Mixing exact exchange into a density functional widens the gap between occupied and empty orbitals. A magnetic field should then find it harder to mix the two, the paramagnetic response should shrink, and the molecule should look more diamagnetic. On this reasoning the hybrid functionals would give SiO the more negative magnetisabilities, and the gradient-corrected functionals without exact exchange (GGAs) the less negative ones.

Isotropic magnetisability, its anisotropy and molar susceptibility of gas-phase SiO (neutral singlet), from PySCF 2.14.0 with non-relativistic, density-fitted Kohn–Sham DFT and GIAOs at the PBE0-D3(BJ)/def2-SVP geometry. Levels are given as functional/basis set. The anisotropy is the root of half the summed squared differences of the principal values.

| level | magnetisability (1e-30 J/T^2) | magnetisability anisotropy (1e-30 J/T^2) | susceptibility (1e-6 cm^3/mol) |
| --- | --- | --- | --- |
| BLYP/aug-pcSseg-1 | -346.9 | 215.10 | -20.890 |
| wB97X/aug-pcSseg-2 | -345.5 | 200.60 | -20.810 |
| B3LYP/6-311+G(2d,p) | -345.2 | 206.00 | -20.790 |
| X3LYP/aug-pcSseg-2 | -343.8 | 208.40 | -20.700 |
| B3LYP/aug-pcSseg-2 | -342.5 | 209.40 | -20.630 |
| wB97X-D/aug-pcSseg-2 | -340.1 | 206.70 | -20.480 |
| B3LYP/6-31G | -339.4 | 208.80 | -20.440 |
| HSE06/aug-pcSseg-2 | -338.6 | 211.50 | -20.390 |
| KT2/aug-pcSseg-2 | -338.2 | 216.80 | -20.370 |
| B97-D/aug-pcSseg-2 | -337.7 | 217.50 | -20.340 |
| PW91/aug-cc-pVTZ | -337.7 | 222.50 | -20.340 |
| mPW1PW91/aug-pcSseg-2 | -337.4 | 211.40 | -20.320 |
| PW91/aug-pcSseg-2 | -336.9 | 222.80 | -20.290 |
| revPBE/aug-pcSseg-2 | -336.5 | 223.80 | -20.260 |

The rows run from the most to the least diamagnetic, and the two families do not separate. BLYP, a GGA, stands at the top, and mPW1PW91, a hybrid, stands near the bottom among the GGAs. The magnetisability is the moment induced per unit field, averaged over directions; the susceptibility expresses the same quantity per mole. The average hides the reason for the disorder, so it has to be taken apart.

In a linear molecule the anisotropy A is the difference between the response along the axis and the response across it. With M for the magnetisability, the axial component is M − 2A/3 and each of the two perpendicular components is M + A/3. These relations are exact here, and the output printed below lists both components for every row.

The two components measure different things. A field along the axis meets a cylindrically symmetric electron cloud and mixes in no excited states, so the axial component is purely diamagnetic and records how far the electrons lie from the axis. SiO then behaves like an argon atom, for which a more compact cloud simply means weaker diamagnetism. The likeness ends when the field lies across the bond, because it then mixes σ with π orbitals, and a paramagnetic term cancels much of the diamagnetic one.

**BLYP, the top row.** This is the largest break: BLYP lies almost 10 × 10⁻³⁰ J/T² below the average of the four GGAs computed with aug-pcSseg-2, nearly the whole range of the table. It is also the only row with the smaller aug-pcSseg-1 basis. B3LYP alone moves by 5.8 in the same unit over its three basis sets, so a sizeable part of the break could come from the basis. How much belongs to the functional remains open.

**From wB97X to B3LYP/6-31G.** These rows are all hybrids, and here the orbital gap fails as a guide. With the same basis, wB97X-D has a gap of about 10 eV against 6 eV for B3LYP, yet it is the less diamagnetic of the two by 2.4 × 10⁻³⁰ J/T². wB97X, whose gap is only slightly wider than that of wB97X-D, is more diamagnetic than wB97X-D by 5.4 in the same unit, so other differences between the functionals matter as well. Theory gives a reason why a much wider gap can have so little effect. Exact exchange also couples the orbitals' responses to the field, and this coupling takes back much of what the wider gap would have done.

**From HSE06 to revPBE.** In this last stretch hybrids and GGAs mingle within about 2 × 10⁻³⁰ J/T². The closest thing to a controlled comparison is PW91 against mPW1PW91 in the same basis, since the second has similar semilocal parts and a quarter of exact exchange. The gap widens by almost half, but the magnetisability becomes only 0.5 more negative. The components show that this small change is the remainder of two larger ones.

The axial component weakens by 7.1 × 10⁻³⁰ J/T², which can be turned into a change in the size of the electron cloud. It equals −(e²/4mₑ) times the squared distance from the axis, summed over all electrons, where e and mₑ are the electron's charge and mass. The prefactor is about 70 × 10⁻³⁰ J/T² per Å². PW91 therefore has a sum of 485/70 ≈ 6.9 Å², and the hybrid reduces it by 7.1/70 ≈ 0.1 Å², or about 1.5 %. Such a contraction is what exact exchange should cause, because it removes part of the spurious repulsion of an electron with itself.

Across the bond the naive expectation comes true. Each perpendicular component becomes 4.3 × 10⁻³⁰ J/T² more negative, because the paramagnetic term shrinks by more than the diamagnetic one does. That division depends on placing the origin at the centre of mass, but the total component does not.

In the average, the axial change counts once and the perpendicular change twice, each divided by three. The axial shift contributes +2.4 and the perpendicular shifts −2.9, which leaves the −0.5 seen in the table. The contraction acts in the perpendicular components too, but there the weaker paramagnetism outweighs it. The original argument was therefore right about one effect and overlooked a second of nearly equal size. In argon only the contraction would remain, and exact exchange would be expected to make the atom less diamagnetic.

With this near-cancellation, small differences between functionals can reverse the order. KT2, a GGA, is more diamagnetic than mPW1PW91 by 0.8 × 10⁻³⁰ J/T². PW91 shifts by the same amount between its two basis sets, so this particular inversion should not be read as a firm ranking. The perpendicular component keeps the expected order: with aug-pcSseg-2, every hybrid is more negative than every GGA, if only by about 1 at the closest approach. BLYP falls outside this order: in its smaller basis it is more negative across the bond than most of the hybrids.

The average does respond to the semilocal part of the functional, as the step from mPW1PW91 up to B3LYP in the same basis shows. B3LYP contains slightly less exact exchange and different semilocal exchange and correlation. Its axial component is more negative by 3.8 × 10⁻³⁰ J/T² and its perpendicular ones by 5.8. Less exact exchange should have weakened the perpendicular components, so the semilocal part is the likelier cause. B3LYP spreads the electrons further from the axis, and because all components move the same way, nothing cancels and the average changes by 5.1. BLYP is built from the Becke exchange and LYP correlation that also enter B3LYP, so these may contribute to its place at the top.

The anisotropy behaves in the opposite manner. As a difference of components, it adds the two effects of exact exchange and largely removes a change common to all directions. From PW91 to mPW1PW91 it falls by 11.4 × 10⁻³⁰ J/T², while mPW1PW91 and B3LYP differ by only 2.0. The family of the functional, lost in the first column, therefore reappears in the second.

Over the whole table, every hybrid has a smaller anisotropy than every GGA, BLYP included. The narrowest separation is 3.6 × 10⁻³⁰ J/T², hardly more than the 3.4 by which B3LYP varies with its basis, so a single borderline value would not identify a functional's family. Nor does either order rank the functionals by accuracy. The semilocal part of every functional here ignores the current that the field induces, a shortcoming that no place in the table removes.

The analysis program printed:

```
components (1e-30 J/T^2) and orbital gap (eV):
                    row   axial  perpendicular    gap
      BLYP/aug-pcSseg-1  -490.3         -275.2   4.62
     wB97X/aug-pcSseg-2  -479.2         -278.6  11.16
    B3LYP/6-311+G(2d,p)  -482.5         -276.5  6.363
     X3LYP/aug-pcSseg-2  -482.7         -274.3  6.445
     B3LYP/aug-pcSseg-2  -482.1         -272.7  6.305
   wB97X-D/aug-pcSseg-2  -477.9         -271.2  10.35
            B3LYP/6-31G  -478.6         -269.8  6.387
     HSE06/aug-pcSseg-2  -479.6         -268.1  5.953
       KT2/aug-pcSseg-2  -482.7         -265.9  4.666
     B97-D/aug-pcSseg-2  -482.7         -265.2  4.611
       PW91/aug-cc-pVTZ    -486         -263.5  4.575
  mPW1PW91/aug-pcSseg-2  -478.3         -266.9  6.737
      PW91/aug-pcSseg-2  -485.4         -262.6  4.558
    revPBE/aug-pcSseg-2  -485.7         -261.9  4.555
range of the magnetisability over all rows (1e-30 J/T^2): 10.4
mPW1PW91 less PW91, magnetisability (1e-30 J/T^2): -0.5
mPW1PW91 less PW91, axial component (1e-30 J/T^2): 7.1
mPW1PW91 less PW91, perpendicular component (1e-30 J/T^2): -4.3
share of the axial shift in the mean (1e-30 J/T^2): 2.367
share of the two perpendicular shifts in the mean (1e-30 J/T^2): -2.867
mPW1PW91 less PW91, anisotropy (1e-30 J/T^2): -11.4
mPW1PW91 against PW91, rise of the orbital gap (%): 47.81
mPW1PW91 less PW91, perpendicular paramagnetic part (1e-6 cm^3/mol): -0.42
mPW1PW91 less PW91, perpendicular diamagnetic part (1e-6 cm^3/mol): 0.16
PW91, summed square distance of all electrons from the axis (A^2): 6.891
mPW1PW91 less PW91, the same sum (A^2): -0.1008
B3LYP less mPW1PW91, magnetisability, aug-pcSseg-2 (1e-30 J/T^2): -5.1
B3LYP less mPW1PW91, axial component (1e-30 J/T^2): -3.767
B3LYP less mPW1PW91, perpendicular component (1e-30 J/T^2): -5.767
B3LYP less mPW1PW91, anisotropy (1e-30 J/T^2): -2
KT2 less mPW1PW91, magnetisability (1e-30 J/T^2): -0.8
lowest GGA anisotropy less highest hybrid anisotropy, all rows (1e-30 J/T^2): 3.6
B3LYP, spread of the magnetisability over three bases (1e-30 J/T^2): 5.8
B3LYP, spread of the anisotropy over three bases (1e-30 J/T^2): 3.4
PW91, aug-cc-pVTZ less aug-pcSseg-2, magnetisability (1e-30 J/T^2): -0.8
BLYP (smaller basis) less B3LYP/aug-pcSseg-2, axial component (1e-30 J/T^2): -8.2
BLYP (smaller basis) less B3LYP/aug-pcSseg-2, perpendicular component (1e-30 J/T^2): -2.5
BLYP (smaller basis) less mean of the aug-pcSseg-2 GGAs, magnetisability (1e-30 J/T^2): -9.575
```
